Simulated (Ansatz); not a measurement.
## A family of molecules: the dipole moment

One atom is swapped for its congeners: C2H3B `BC#C`; C2H3Al (ethynylalumane) `C#[C][AlH2]`; C2H3In `C#[C][InH2]`. The Ga member is missing. All are singlets with charge 0.

Shapes, held fixed at every level: PBE0-D4/def2-TZVP. Programs: Ansatz 0.2.0. Values in D.

```tsv
level	C2H3B	C2H3Al	C2H3In
PBE-D4/def2-TZVPP	1.06	0.59	0.24
r2SCAN-D4/def2-TZVPP	1.02	0.65	0.25
B3LYP-D4/def2-TZVPP	0.99	0.56	0.29
wB97M-V/def2-TZVPP	0.95	0.54	0.34
```

At wB97M-V/def2-TZVPP the dipole moment falls at every step, from 0.95 to 0.34 D. Every level shows the same order. For atoms past krypton def2 sets carry core potentials with scalar relativity. Magnitudes only: a dipole under 1 D may point either way.

The dipole shrinks from boron to aluminium to indium with all four functionals, and the differences between the molecules exceed the spread between methods. Bond polarity alone would not give this order: aluminium and indium are more electropositive than boron and form longer, more ionic bonds to carbon. The small totals therefore suggest cancellation, with the metal–carbon bond opposing the hydridic M–H bonds and the positive terminal C–H end. In the borane, π donation from the alkyne into the empty boron p orbital probably adds to the latter side; it weakens down the group as the p orbital grows more diffuse and overlaps less well with carbon.

From PBE to wB97M-V the boron value falls while the indium value rises, which would fit opposite dipole directions in the two molecules if the functionals shift charge the same way in both. The gallium value can't safely be interpolated, because the filled 3d shell beneath its valence electrons makes gallium more electronegative than a smooth group trend implies.
